**Forecasting the 5d ionisation of Lu and Hf from Ta–Hg**

The table holds ionisation energies, highest eigenvalues and mean radii of the neutral 5d atoms from spherical, spin-unpolarised Dirac–BLYP calculations, with NIST values for reference. The program builds IE = −ε + c/⟨r⟩ (Janak's theorem with a quadratic energy) on Ta–Hg, adds a small j correction from roughly recalled 5d splittings, and brackets c between the 6s rows (10.55 eV·bohr) and an estimate from the configuration change at Pt (8.72 eV·bohr). It predicts 4.91 and 6.30 eV for Lu and Hf; the computed values are 5.153 and 6.378 eV, inside the ±0.4 eV bars, although the c implied by Lu lies just above the bracket. Continuing the 6s curve misses by 2.24 and 1.55 eV, and the line of error against unpaired 5d count gives the wrong sign for both rows.

Neutral 5d-series atoms, Lu to Hg, computed with radks 1 (radial solver, with Libxc): all-electron Dirac Kohn-Sham, BLYP functional, no spin polarisation, spherical densities, point nucleus. NIST's ground configurations are imposed, with open shells shared between the two j in proportion to 2j+1. The ionisation energy is a difference of total energies.

## The fit in Python

```python
# Table: ionisation energies (total-energy differences), highest eigenvalue and its mean radius
# for 5d atoms; radks spherical Kohn-Sham, BLYP, Dirac, spin-unpolarised; NIST values.
# Tested: IE = -eps + c/<r> (Janak, quadratic energy), built on known rows, for 5d removal.
T = {
    'ion': ['Lu', 'Hf', 'Ta', 'W', 'Re', 'Os', 'Ir', 'Pt', 'Au', 'Hg'],
    'Z': [71, 72, 73, 74, 75, 76, 77, 78, 79, 80],
    'configuration': ['[Xe] 4f14 5d1 6s2', '[Xe] 4f14 5d2 6s2', '[Xe] 4f14 5d3 6s2', '[Xe] 4f14 5d4 6s2', '[Xe] 4f14 5d5 6s2', '[Xe] 4f14 5d6 6s2', '[Xe] 4f14 5d7 6s2', '[Xe] 4f14 5d9 6s1', '[Xe] 4f14 5d10 6s1', '[Xe] 4f14 5d10 6s2'],
    'removed': ['5d', '5d', '6s', '6s', '6s', '6s', '6s', '6s', '6s', '6s'],
    'ionisation_energy': [5.1528, 6.37817, 8.3961, 8.819, 9.19506, 9.53732, 9.85441, 9.2549, 9.484, 10.7077],  # eV
    'minus_highest_eigenvalue': [1.5072, 2.3857, 3.2294, 4.0591, 4.8832, 5.7054, 6.266, 5.5387, 5.7922, 6.8007],  # eV
    'highest_level_mean_radius': [3.0158, 2.5785, 2.3127, 2.1235, 1.9775, 1.8591, 2.9121, 1.7454, 2.8772, 2.709],  # bohr
    'highest_level': ['5d5/2', '5d5/2', '5d5/2', '5d5/2', '5d5/2', '5d5/2', '6s1/2', '5d5/2', '6s1/2', '6s1/2'],
    'nist': [5.425871, 6.82507, 7.549571, 7.86403, 7.83352, 8.43823, 8.96702, 8.95883, 9.225554, 10.437504],  # eV
    'error': [-0.273, -0.447, 0.847, 0.955, 1.36, 1.1, 0.887, 0.296, 0.258, 0.27],  # eV
    'eig_over_ie': [0.293, 0.374, None, None, None, None, 0.636, None, 0.611, 0.635],
}
HELD = [0, 1]  # rows withheld from the fit
import numpy as np
ion = T['ion']; ix = {s: i for i, s in enumerate(ion)}
def col(k, names): return np.array([float(T[k][ix[s]]) for s in names])
def one(k, s): return float(T[k][ix[s]])
def fit(names, y, deg): return np.poly1d(np.polyfit(col('Z', names) - 75, y, deg))
IE, EP, R = 'ionisation_energy', 'minus_highest_eigenvalue', 'highest_level_mean_radius'
D = ['Ta', 'W', 'Re', 'Os']; S2 = D + ['Ir', 'Hg']; S = ['Ir', 'Au', 'Hg']; OP = D + ['Ir']
assert all(T['highest_level'][ix[s]] == '5d5/2' for s in D + ['Pt'])
assert np.all(np.diff(col(IE, S2)) > 0) and np.all(col('error', S2 + ['Pt', 'Au']) > 0)
print('IE steps Ta-Ir (eV):', np.round(np.diff(col(IE, OP)), 3))
print('NIST steps Ta-Ir (eV):', np.round(np.diff(col('nist', OP)), 3))
print('Ir to Pt: computed %+.3f, NIST %+.3f eV' % (one(IE, 'Pt') - one(IE, 'Ir'), one('nist', 'Pt') - one('nist', 'Ir')))
s3 = fit(S2, col(IE, S2), 3); s2 = fit(S2, col(IE, S2), 2)
print('cubic for s2 rows, residuals (eV; rounding 1e-5 to 1e-4):', np.round(col(IE, S2) - s3(col('Z', S2) - 75), 4))
dropPt = s3(3) - one(IE, 'Pt'); dropAu = s3(4) - one(IE, 'Au')
print('s1 rows (not fitted) below the s2 curve: Pt %.3f, Au %.3f eV' % (dropPt, dropAu))
print('5d5/2 -eps steps Ta-Os (eV):', np.round(np.diff(col(EP, D)), 4))
print('5d5/2 1/<r> steps Ta-Os (1/bohr):', np.round(np.diff(1 / col(R, D)), 4))
e1, e3 = fit(D, col(EP, D), 1), fit(D, col(EP, D), 3)
r2, r3 = fit(D, 1 / col(R, D), 2), fit(D, 1 / col(R, D), 3)
gap = col(IE, S) - col(EP, S); cs_all = gap * col(R, S); cs = cs_all.mean()
print('6s rows Ir Au Hg: IE+eps (eV)', np.round(gap, 3), '; times <r> (eV bohr)', np.round(cs_all, 2))
print('upper c = %.2f eV bohr, spread %.1f %%' % (cs, 100 * np.ptp(cs_all) / cs))
assert np.ptp(cs_all) / cs < 0.05
Uss = gap[0] + gap[1]; dsh = e1(3) - one(EP, 'Pt'); Udd = Uss + dropPt + dsh; cd = Udd / 2 * one(R, 'Pt')
print('Pt: -eps 5d extrapolated for d8s2 %.2f eV, %.2f above d9s1' % (e1(3), dsh))
print('Uss %.2f, Usd %.2f, Udd %.2f eV; lower c = %.2f eV bohr' % (Uss, Uss + dropPt, Udd, cd))
assert cd < cs
c, dc = (cs + cd) / 2, (cs - cd) / 2
print('c used: %.2f +- %.2f eV bohr' % (c, dc))
N = np.array([3, 4, 5, 4, 3]); b, a = np.polyfit(N, col('error', OP), 1)  # unpaired 5d counts
print('error Ta-Ir = %.3f + %.3f N eV; residuals' % (a, b), np.round(col('error', OP) - a - b * N, 3))
print('Hg (N=0, not fitted): line %.3f, table %.3f eV' % (a, one('error', 'Hg')))
so = {71: 0.25, 72: 0.4}    # rough recalled 5d spin-orbit splittings, eV
rec = {71: 5.4, 72: 6.8}    # rough recalled measured IE, eV
def show(lab, p, bar, v, u):
    print('  %s: predicted %.2f +- %.2f, computed %.3f, miss %+.3f %s (%s bar)' % (lab, p, bar, v, v - p, u, 'inside' if abs(v - p) <= bar else 'outside'))
for i in HELD:
    s = ion[i]; Z = int(T['Z'][i]); x = Z - 75
    e, de = e3(x), 2 * abs(e3(x) - e1(x))
    r, dr = 1 / r3(x), 2 * abs(1 / r3(x) - 1 / r2(x))
    p = e + 0.4 * so[Z] + c / r
    bar = np.ceil(10 * np.sqrt(de**2 + (dc / r)**2 + (c * dr / r**2)**2 + 0.05**2)) / 10
    ie, ep, rr = one(IE, s), one(EP, s), one(R, s)
    print('%s: highest level predicted 5d5/2, computed %s' % (s, T['highest_level'][i]))
    show('-eps', e, de, ep, 'eV'); show('<r>', r, dr, rr, 'bohr')
    print('  IE parts: %.2f + %.2f (j average) + %.2f (c/<r>) eV' % (e, 0.4 * so[Z], c / r))
    show('IE', p, bar, ie, 'eV')
    show('-eps/IE', e / p, e / p * np.hypot(bar / p, de / e), ep / ie, '')
    show('IE less NIST', p - rec[Z], bar, one('error', s), 'eV')
    print('  NIST %.3f eV, rough recalled %.1f eV' % (one('nist', s), rec[Z]))
    print('  c implied by computed row: %.2f eV bohr (bounds %.2f, %.2f)' % ((ie - ep - 0.4 * so[Z]) * rr, cd, cs))
    print('  6s curve continued: %.2f (quadratic %.2f), miss %+.2f eV' % (s3(x), s2(x), ie - s3(x)))
    print('  error line continued to N=%d: %+.2f eV' % (Z - 70, a + b * (Z - 70)))
print('computed steps: Lu-Hf %.3f, Hf-Ta %.3f eV' % (one(IE, 'Hf') - one(IE, 'Lu'), one(IE, 'Ta') - one(IE, 'Hf')))
print('NIST steps: Lu-Hf %.3f, Hf-Ta %.3f eV' % (one('nist', 'Hf') - one('nist', 'Lu'), one('nist', 'Ta') - one('nist', 'Hf')))
```

It prints:

```
IE steps Ta-Ir (eV): [0.423 0.376 0.342 0.317]
NIST steps Ta-Ir (eV): [ 0.314 -0.031  0.605  0.529]
Ir to Pt: computed -0.600, NIST -0.008 eV
cubic for s2 rows, residuals (eV; rounding 1e-5 to 1e-4): [-0.0005  0.0014 -0.0006 -0.0011  0.0009 -0.0001]
s1 rows (not fitted) below the s2 curve: Pt 0.893, Au 0.947 eV
5d5/2 -eps steps Ta-Os (eV): [0.8297 0.8241 0.8222]
5d5/2 1/<r> steps Ta-Os (1/bohr): [0.0385 0.0348 0.0322]
6s rows Ir Au Hg: IE+eps (eV) [3.588 3.692 3.907] ; times <r> (eV bohr) [10.45 10.62 10.58]
upper c = 10.55 eV bohr, spread 1.6 %
Pt: -eps 5d extrapolated for d8s2 7.36 eV, 1.82 above d9s1
Uss 7.28, Usd 8.17, Udd 9.99 eV; lower c = 8.72 eV bohr
c used: 9.64 +- 0.92 eV bohr
error Ta-Ir = 0.140 + 0.234 N eV; residuals [ 0.005 -0.122  0.049  0.023  0.045]
Hg (N=0, not fitted): line 0.140, table 0.270 eV
Lu: highest level predicted 5d5/2, computed 5d5/2
  -eps: predicted 1.54 +- 0.09, computed 1.507, miss -0.031 eV (inside bar)
  <r>: predicted 2.95 +- 0.12, computed 3.016, miss +0.069 bohr (inside bar)
  IE parts: 1.54 + 0.10 (j average) + 3.27 (c/<r>) eV
  IE: predicted 4.91 +- 0.40, computed 5.153, miss +0.245 eV (inside bar)
  -eps/IE: predicted 0.31 +- 0.03, computed 0.293, miss -0.021  (inside bar)
  IE less NIST: predicted -0.49 +- 0.40, computed -0.273, miss +0.219 eV (inside bar)
  NIST 5.426 eV, rough recalled 5.4 eV
  c implied by computed row: 10.69 eV bohr (bounds 8.72, 10.55)
  6s curve continued: 7.40 (quadratic 7.53), miss -2.24 eV
  error line continued to N=1: +0.37 eV
Hf: highest level predicted 5d5/2, computed 5d5/2
  -eps: predicted 2.39 +- 0.03, computed 2.386, miss -0.005 eV (inside bar)
  <r>: predicted 2.57 +- 0.03, computed 2.579, miss +0.007 bohr (inside bar)
  IE parts: 2.39 + 0.16 (j average) + 3.75 (c/<r>) eV
  IE: predicted 6.30 +- 0.40, computed 6.378, miss +0.080 eV (inside bar)
  -eps/IE: predicted 0.38 +- 0.02, computed 0.374, miss -0.006  (inside bar)
  IE less NIST: predicted -0.50 +- 0.40, computed -0.447, miss +0.055 eV (inside bar)
  NIST 6.825 eV, rough recalled 6.8 eV
  c implied by computed row: 9.88 eV bohr (bounds 8.72, 10.55)
  6s curve continued: 7.93 (quadratic 7.98), miss -1.55 eV
  error line continued to N=2: +0.61 eV
computed steps: Lu-Hf 1.225, Hf-Ta 2.018 eV
NIST steps: Lu-Hf 1.399, Hf-Ta 0.725 eV
```
